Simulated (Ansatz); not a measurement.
Electron–phonon coupling and T_c of Pd — Ansatz, plane waves and PAW

Space group Fm-3m (No. 225), 1 atom in the cell of the first input below: a = 2.789 Å, b = 2.789 Å, c = 2.789 Å, α = 60.00°, β = 60.00°, γ = 60.00°.

The cell was built from a prototype of a structure type listed for this element, relaxed without spin–orbit coupling to zero pressure (pressure 0.0 GPa with this functional, without spin–orbit coupling). Functional: PBE.

Input:

```yaml
crystal:
  lattice:
    - [0.0, 1.9720405557, 1.9720405557]
    - [1.9720405557, 0.0, 1.9720405557]
    - [1.9720405557, 1.9720405557, 0.0]
  atoms:
    - { symbol: Pd, position: [0.0, 0.0, 0.0] }
basis:
  ecutwfc: 420
  ecutrho_ratio: 4
kpoints:
  mp_grid: { grid: [15, 15, 15] }
hamiltonian:
  xc: pbe
scf:
  occupations: { method: methfessel_paxton, width: 0.2 }
output: {}
phonons:
  supercell: [3, 3, 3]
  qpath:
    path:
      - [[0.0, 0.0, 0.0], [0.5, 0.0, 0.5], [0.625, 0.25, 0.625]]
      - [[0.375, 0.375, 0.75], [0.0, 0.0, 0.0], [0.5, 0.5, 0.5], [0.5, 0.25, 0.75], [0.5, 0.0, 0.5]]
    npoints: 6
  electrical_resistivity: { mesh: [30, 30, 30], temperatures: [50, 100, 200, 300, 500] }
  superconductivity: { mesh: [30, 30, 30], eliashberg_equations: false }
```

```bash
ansatz run input.yaml --threads 8 --pin off --max-ram 15360MiB --backend cpu --events-out ev --progress --plain --runs-dir out
```

Time: 82 s on 8 threads of Intel(R) Xeon(R) 6975P-C (Granite Rapids), on a shared host, peak memory 6.3 GiB.

On the finest mesh λ = 0.3652, ω_log = 12.354 meV, N(E_F) = 1.377 states per eV, spin and cell. λ by mesh: 30×30×30 0.365, 15×15×15 0.377.

Problem. What T_c does McMillan's formula in the Allen–Dynes form give for μ* = 0.10?

Solution. T_c = (ω_log/1.2) exp[−1.04(1+λ)/(λ − μ*(1+0.62λ))] = (143.36 K/1.2) × exp(−1.4198/0.2426) = 0.34 K. λ still moved by 3 % between the two finest meshes, so T_c isn't settled to the digits shown. By mesh, finest first, the same formula gives 0.34, 0.43 K.

```json
{"μ*": "0.08", "McMillan (K)": "0.59", "Allen–Dynes with strong-coupling factors (K)": "0.60"}
{"μ*": "0.10", "McMillan (K)": "0.34", "Allen–Dynes with strong-coupling factors (K)": "0.35"}
{"μ*": "0.12", "McMillan (K)": "0.18", "Allen–Dynes with strong-coupling factors (K)": "0.18"}
{"μ*": "0.13", "McMillan (K)": "0.12", "Allen–Dynes with strong-coupling factors (K)": "0.12"}
{"μ*": "0.14", "McMillan (K)": "0.08", "Allen–Dynes with strong-coupling factors (K)": "0.08"}
{"μ*": "0.16", "McMillan (K)": "0.03", "Allen–Dynes with strong-coupling factors (K)": "0.03"}
{"μ*": "0.20", "McMillan (K)": "0.00", "Allen–Dynes with strong-coupling factors (K)": "0.00"}
```

Caveats: small supercell, couplings not converged in it; this element isn't found superconducting at ambient pressure, so the computed T_c is too high; spin fluctuations are left out and the supercell is small; with so small a supercell and a typed μ*, T_c can miss a measured one by a factor of two or more; λ is not converged in the mesh, and T_c depends on it steeply.

Phonons alone put palladium in the weak-coupling regime, where the strong-coupling factors hardly matter and T_c depends on a small difference between phonon attraction and Coulomb repulsion. Raising μ* from 0.08 to 0.16 therefore lowers the McMillan value from 0.59 to 0.03 K, and the 0.00 K at the end of the table is a rounded tiny number rather than a sign that pairing has vanished.

The large density of states at the Fermi level comes from the upper edge of the narrow 4d band, which sp hybridisation leaves slightly unfilled. It favours electron–phonon coupling, but it also brings the metal close to a ferromagnetic instability. The resulting exchange-enhanced spin fluctuations repel electrons in a singlet pair and add to the quasiparticle mass, so they probably cancel much of the modest phonon attraction. The results thus support a weak phonon-mediated attraction, not a superconducting ground state. The total λ doesn't reveal which vibrations or Fermi-surface sheets supply that attraction.
